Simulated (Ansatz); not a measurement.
# Volume change: r2SCAN against BLYP

Plane-wave density functional theory with scalar-relativistic PAW datasets made under PBE, Fermi-Dirac smearing, no dispersion term; cell and atoms of an element relax within their symmetry, lengths and angles are those of the given vectors, site moments in spheres, pressure positive in compression. The results are calculated, by Ansatz 0.2.0.

Settings of every row: spin polarised no; smearing width 0.1 eV; volume held no.

Limits: cells from prototypes or lists of computed structures, which needn't be the stable phases (Sc, Hf).

Limits of some rows: held non-magnetic: a magnetic state may lie lower (Ni).

Each row is one system, relaxed from the same start, with functional BLYP and with r2SCAN. The wave cutoff is 420 eV in the first and 500 eV in the second. The rows are a selection: systems with far-off first values are left out.

```csv
row,formula,space group,atoms in the cell,V at the start (Å³/atom),k mesh,BLYP (%),r2SCAN (%)
1,Ca,Fm-3m (225),1,43.63,10x10x10,-2.48,-1.14
2,Sr,Fm-3m (225),1,56.32,9x9x9,0.00,0.97
3,Sc,P6_3/mmc (194),4,25.00,11x11x3,0.20,0.31
4,Hf,P6_3/mmc (194),4,22.38,11x11x3,3.96,0.64
5,Ni,Fm-3m (225),1,10.94,15x15x15,4.25,-4.84
6,Ir,Fm-3m (225),1,14.15,14x14x14,7.88,?
7,Pt,Fm-3m (225),1,15.10,14x14x14,10.29,1.39
8,Pd,Fm-3m (225),1,14.71,14x14x14,11.35,1.70
9,Ag,Fm-3m (225),1,17.06,13x13x13,13.15,1.30
10,Pb,Fm-3m (225),1,30.33,11x11x11,14.51,2.37
```

Question: what volume change should Ir (row 6) have with r2SCAN?

Worked estimate. Take the shift, the second value less the first: 1.34, 0.97, 0.11, -3.32, -9.09, -8.90, -9.65, -11.85, -12.14 % in the shown rows, -5.837 % in the mean. It follows the first value, whose mean is 6.137 %: the sums about the means are S_xx = 319.2 and S_xy = -265.8, so the slope is -0.833, and the standard deviation about this line is 2.02 % (about the mean alone 5.59). For the withheld row the shift is -5.837 − 0.833 × (7.88 − 6.137) = -7.29 %, which gives 7.88 − 7.29 = 0.59 %.

The calculation gave 0.49 %, a shift of -7.39. The estimate is 0.10 % too high, within two standard deviations; taking the first value unchanged would miss by 7.39 %.
